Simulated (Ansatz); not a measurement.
## Errors in the atomisation enthalpy at 298 K

8 molecules with two or more fluorines; the atomisation enthalpy at 298 K in kJ/mol, computed less measured. Shapes, held fixed at every level: PBE0-D4/def2-TZVP. Flexible molecules stand in one conformer, not always the lowest. Thermal terms are harmonic and unscaled (PBE0-D4/def2-TZVP); the spin-orbit lowering of the free atoms is taken from their spectra. Programs: Ansatz 0.2.0. Measured values: Active Thermochemical Tables, CRC Handbook of Chemistry and Physics, NIST-JANAF tables.

Levels: A = HF/def2-SVP; B = PBE0-D4/def2-TZVPP; C = r2SCAN0-D4/def2-TZVPP.

```csv
molecule,from tabulated heats,A,B,C
AsF3 (arsenic trifluoride),1326,-598,-10,-60
B(OH)F2 (difluorohydroxyborane),2280,-565,-7,-44
CH2F2 (difluoromethane),1763,-522,-3,-48
SiF4 (silicon tetrafluoride),2382,-726,-81,-98
C2H3F3 (SMILES FCC(F)F),3057,-933,-52,-131
"C2H4F2 (1,1-difluoroethane)",2965,-795,+11,-48
C2HF5 (pentafluoroethane),3149,-1001,+33,-79
"C3H4F4O (2,2,3,3-tetrafluoro-1-propanol)",4651,-1428,+32,-102
```

Problem. Which level does best on this set, which worst, and which err to one side?

Solution. 
```
                level           kind  mean error  mean absolute error  worst case
          HF/def2-SVP   Hartree–Fock      -821.0                821.0     C3H4F4O
   PBE0-D4/def2-TZVPP  global hybrid        -9.6                 28.6        SiF4
r2SCAN0-D4/def2-TZVPP  global hybrid       -76.2                 76.2      C2H3F3
```

On this set PBE0-D4/def2-TZVPP has the smallest mean absolute error and HF/def2-SVP the largest. HF/def2-SVP is too low in 8 of 8; r2SCAN0-D4/def2-TZVPP is too low in 8 of 8. The heats of C2HF5, C3H4F4O come from older tables and can be uncertain by 10 kJ/mol or more. The tabulated values of AsF3, B(OH)F2, SiF4, C2H3F3 are in doubt (older tables, estimates, or at odds with other calculations) and kept here. Over the 4 molecules whose values aren't doubted the mean absolute errors are A 936.5; B 19.8; C 69.2. For HF/def2-SVP the error grows with the size of the molecule. Hartree–Fock lacks correlation and underbinds. Relativity is left out for As. The set is small.

Hartree–Fock underbinds because pairing electrons in bonds adds correlation energy that the free atoms lack, and fluorine's compact lone pairs add more. Size alone doesn't set the error: C2H4F2 and C2HF5 have equally many atoms, yet it rises from -795 to -1001 kJ/mol as fluorine, with its many valence electrons, replaces hydrogen. The small basis probably adds to the deficit, so these errors aren't a pure measure of missing correlation.

r2SCAN0 binds every molecule more weakly than PBE0, a finding that doesn't depend on the tabulated heats, since they cancel in the difference. The likely reason is that exact exchange offsets the marked overbinding of PBE but overcorrects the less overbinding r2SCAN. PBE0's near-zero mean error owes much to cancellation between molecules, though it is also closer than r2SCAN0 for each molecule whose reference isn't doubted. The largest error of each hybrid falls on a doubted reference, so neither identifies a difficult bond type. The ranking needn't carry over to reactions that conserve bond types, where much of the error would cancel.
